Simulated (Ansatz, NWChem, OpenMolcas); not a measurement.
## A small benchmark: dipole moment

8 molecules without hydrogen; the dipole moment in D, computed less measured. Shapes, held fixed at every level: PBE0-D4/def2-TZVP; PN, SiS at the measured bond length. No vibrational averaging. Dipoles are compared by magnitude; molecules under 1 D, whose direction can flip, are left out. Programs: Ansatz 0.2.0, NWChem 7.3.0, OpenMolcas 26.06. A level may come from different programs for different species; with the same settings they agree closely. Measured values: NIST CCCBDB.

Levels: A = HF/def2-SVP; B = PBE0/def2-SVP; C = B3LYP/6-31G* (Cartesian functions).

| molecule | measured | A | B | C |
| --- | --- | --- | --- | --- |
| PN (phosphorus nitride) | 2.75 | +0.21 | -0.21 | -0.29 |
| NS (Mononitrogen monosulfide) | 1.81 | -0.17 | +0.01 | -0.08 |
| SiS (SMILES [Si-]#[S+]) | 1.73 | +0.36 | -0.21 | +0.02 |
| SO2 (sulfur dioxide) | 1.63 | +0.66 | +0.12 | +0.08 |
| PF3 (phosphorus trifluoride) | 1.03 | +0.52 | +0.07 | -0.05 |
| SCl2O2 (sulfuryl chloride) | 1.81 | +0.48 | -0.18 | -0.33 |
| SO2F2 (sulfuryl fluoride) | 1.12 | +0.01 | -0.08 | +0.06 |
| C2F3N (cyanotrifluoromethane) | 1.33 | -0.16 | -0.05 | +0.15 |

Sum up the errors.


| level | kind | mean error | mean absolute error | worst case |
| --- | --- | --- | --- | --- |
| HF/def2-SVP | Hartree–Fock | +0.239 | 0.321 | SO2 |
| PBE0/def2-SVP | global hybrid | -0.066 | 0.116 | PN |
| B3LYP/6-31G* (Cartesian functions) | global hybrid | -0.055 | 0.133 | SCl2O2 |

On this set PBE0/def2-SVP has the smallest mean absolute error and HF/def2-SVP the largest. HF/def2-SVP is too high in 6 of 8. The levels differ in basis as well as in method. The tabulated value of C2F3N is in doubt (older tables, estimates, or at odds with other calculations) and kept here. Over the 7 molecules whose values aren't doubted the mean absolute errors are A 0.344; B 0.126; C 0.130. The smallest two are near a tie. Spin contamination: NS (⟨S²⟩ up to 1.14). Open shells run unrestricted. The set is small.

Hartree–Fock exaggerates most of these dipoles, most strongly in SO2 (+0.66 D) and PF3 (+0.52 D). Without electron correlation, the polar bonds come out too ionic, with too much charge on the electronegative atom. Correlation moves some of it back, and PBE0 in the same basis accordingly lowers the dipole in six molecules. NS and C2F3N break the pattern, as their dipoles rise. In NS the mixed-spin Hartree–Fock solution probably distorts the π density. In C2F3N the CF3 and CN groups pull in opposite directions, so the net moment need not follow the polarity of either.

Similar opposition between the S–O and S–F bonds means that the near-perfect Hartree–Fock value for SO2F2 (+0.01 D) is no proof of a good density. The compact basis probably adds to the error in SO2, since sulfur bound to oxygen needs tight d functions for its polarization. Whether the hybrids' good agreement would survive the addition of diffuse functions, which often matter for dipoles, remains open.
